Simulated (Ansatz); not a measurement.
LaAg: pressure against volume scale

All results are calculated (Ansatz 0.2.0). Periodic Kohn-Sham DFT of a crystal at fixed atoms, scaled to volume_scale times the given cell; pressure positive in compression, energy less spherical unpolarised free atoms, largest_vzz the field gradient of largest size among the nuclei.

The cell before it is scaled or strained (space group Pm-3m, No. 221):
```
LaAg
1.0
      3.7600     0.0000     0.0000
      0.0000     3.7600     0.0000
      0.0000     0.0000     3.7600
La Ag
1 1
Direct
  0.50000 0.50000 0.50000
  0.00000 0.00000 0.00000
```

Settings of every row: method frozen-core PAW; functional PBEsol; relativity scalar; k mesh 9x9x9; filling fermi-dirac; smearing width 0.08 eV; wave cutoff 420 eV; paw set soft_2.

Atom start moment: 0 on all atoms.

Limits: PAW files made with PBE; no spin-orbit coupling on heavy atoms.

| row | volume scale | V (Å³/atom) | pressure (GPa) |
| --- | --- | --- | --- |
| 1 | 0.94 | 24.984 | 3.757 |
| 2 | 0.96 | 25.516 | 2.266 |
| 3 | 0.98 | 26.047 | 0.921 |
| 4 | 0.99 | 26.313 | 0.299 |
| 5 | 1 | 26.579 | -0.291 |
| 6 | 1.01 | 26.844 | -0.851 |
| 7 | 1.02 | 27.11 | -1.383 |
| 8 | 1.04 | 27.642 | -2.366 |
| 9 | 1.06 | 28.173 | ? |

Question: what pressure should row 9 give?

Worked fit of pressure. Take u = (V_r/V)^(2/3) − 1 with V_r = 26.446 Å³ an atom, which is twice the finite (Eulerian) strain; such expansions in the strain, on which the Birch-Murnaghan equation of state is built, carry the rest volume and the bulk modulus. The shown rows have u = 0.03864, 0.02415, 0.01019, 0.00337, -0.00334, -0.00991, -0.0164, -0.02906. Least squares give pressure = −0.0004 + 88.185 × u + 234.15 × u² GPa; a straight line predicts inner rows, each left out in turn, worse (root mean square 0.081 against 0.0012 GPa). The rows lie off it by 0.000, 0.000, -0.002, 0.000, 0.001, 0.000, 0.001, -0.001. The pressure vanishes at u = 0.0000, or V = 26.45 Å³ an atom, and there the bulk modulus at fixed shape and fractions is B = −V dP/dV = (2/3)(1 + u) dP/du = 58.8 GPa. The withheld row has u = -0.0413, so the fit gives −0.0004 + 88.185 × (-0.0413) + 234.15 × (-0.0413)² = -3.243 GPa.

The calculation gave -3.25 GPa. The fit lies 0.007 GPa (0.1 % of the column's range) above it; its largest miss of a shown row is 0.002 GPa. This row lies beyond the range of the fit.
